**Problem.** A TiC inoculant particle sits in an aluminium melt. One face, idealised as a flat disc of diameter $d = 1.00\ \mu\mathrm{m}$ (radius $a = d/2 = 0.500\ \mu\mathrm{m}$), is fully wetted by solid Al. The side faces are not wetted, so the solid is a spherical cap pinned at the rim. Take the typical inputs $\gamma = 0.158\ \mathrm{J\,m^{-2}}$ (solid–liquid energy, assumed isotropic), $\Delta S_v = 1.112\times10^{6}\ \mathrm{J\,K^{-1}\,m^{-3}}$ (entropy of fusion per volume) and $T \approx 933\ \mathrm{K}$. The undercooling $\Delta T>0$ is the local value below the liquidus, the driving force per volume is $g=\Delta S_v\Delta T$, and line tension is neglected. Find (a) the free-growth undercooling, (b) the equilibrium caps and the barrier at $\Delta T = 0.450\ \mathrm{K}$, and (c) how close to free growth the barrier falls to an assumed surmountable level of $60\,k_BT$. Intermediate values carry a guard digit.

**Why the criterion holds.** A cap of height $y$ has curved area $\pi(a^2+y^2)$, volume $\pi y(3a^2+y^2)/6$ and radius of curvature $R=(a^2+y^2)/(2y)$.

*Predict: does $R$ fall steadily as the cap thickens?*

It does not. $R$ falls from infinity to its minimum $R=a$ at the hemisphere, $y=a$, then rises. The face stays covered, so its energy is constant and the work is

$$W(y)=\pi\gamma(a^2+y^2)-\frac{\pi g}{6}\,y(3a^2+y^2)+\text{const},$$

$$\frac{dW}{dy}=-\frac{\pi g}{2}\left(y^2-2r^*y+a^2\right),\qquad r^*=\frac{2\gamma}{g}.$$

Stationary caps therefore have $R=r^*$, with heights $y_{1,2}=r^*\mp s$ and $s=\sqrt{r^{*2}-a^2}$.

*Predict: what happens once $r^*<a$?*

No real root remains, $dW/dy<0$ at every height, and the crystal grows freely.

**(a)** Setting $r^*=d/2$,

$$\Delta T_{fg}=\frac{4\gamma}{\Delta S_v d}=\frac{4(0.158\ \mathrm{J\,m^{-2}})}{(1.112\times10^{6}\ \mathrm{J\,K^{-1}\,m^{-3}})(1.00\times10^{-6}\ \mathrm{m})}=0.568\ \mathrm{K}.$$

**(b)** At $0.450\ \mathrm{K}$, $g=5.004\times10^{5}\ \mathrm{J\,m^{-3}}$ and $r^*=2(0.158\ \mathrm{J\,m^{-2}})/g=0.6315\ \mu\mathrm{m}$, which exceeds $a$. Only faces wider than $2r^*=1.263\ \mu\mathrm{m}$ would grow freely. Here $s=\sqrt{0.6315^2-0.500^2}\ \mu\mathrm{m}=0.3857\ \mu\mathrm{m}$, so $y_1=0.2458\ \mu\mathrm{m}$ and $y_2=1.0172\ \mu\mathrm{m}$.

*Predict: which of these two caps of equal radius is metastable?*

Since $d^2W/dy^2=\pi g(r^*-y)$, the shallow cap $y_1$ is a local minimum and the tall cap $y_2$, beyond the hemisphere, is the maximum. Writing the quadratic as $(y-y_1)(y-y_2)$ and integrating over the interval $y_2-y_1=2s$,

$$\Delta W=W(y_2)-W(y_1)=\frac{\pi g}{2}\,\frac{(2s)^3}{6}=\frac{2\pi}{3}\,g\,s^3 .$$

For $a\to0$, $s\to r^*$ and this becomes the homogeneous barrier $16\pi\gamma^3/(3g^2)$, as it must. Numerically,

$$\Delta W=\frac{2\pi}{3}(5.004\times10^{5}\ \mathrm{J\,m^{-3}})(0.3857\times10^{-6}\ \mathrm{m})^3=6.01\times10^{-14}\ \mathrm{J}.$$

With $k_BT=1.288\times10^{-20}\ \mathrm{J}$, this is $4.7\times10^{6}\,k_BT$, so the cap stays dormant.

**(c)** *Predict: must $\Delta T$ come within 10 %, 1 % or much less of $\Delta T_{fg}$?*

Let $x=\Delta T/\Delta T_{fg}=a/r^*$. Substituting $g=2\gamma x/a$ and $s=(a/x)\sqrt{1-x^2}$,

$$\Delta W=W_0\,\frac{(1-x^2)^{3/2}}{x^2},\qquad W_0=\frac{4\pi}{3}\gamma a^2=1.655\times10^{-13}\ \mathrm{J}.$$

For $x=1-\epsilon$ with $\epsilon\ll1$, $\Delta W\approx W_0(2\epsilon)^{3/2}$, so

$$\epsilon=\frac12\left(\frac{60\,k_BT}{W_0}\right)^{2/3}=\frac12\left(\frac{60\times1.288\times10^{-20}\ \mathrm{J}}{1.655\times10^{-13}\ \mathrm{J}}\right)^{2/3}=1.4\times10^{-4}.$$

Thermal activation matters only within $\epsilon\,\Delta T_{fg}\approx0.08\ \mathrm{mK}$ of the threshold, so grain initiation is effectively athermal and is set by face size. The position of the threshold is far less sharply known than this width: a 10 % change in $\gamma$, or in the effective $d$ assigned to a polygonal TiC facet, moves $\Delta T_{fg}$ by about $0.06\ \mathrm{K}$.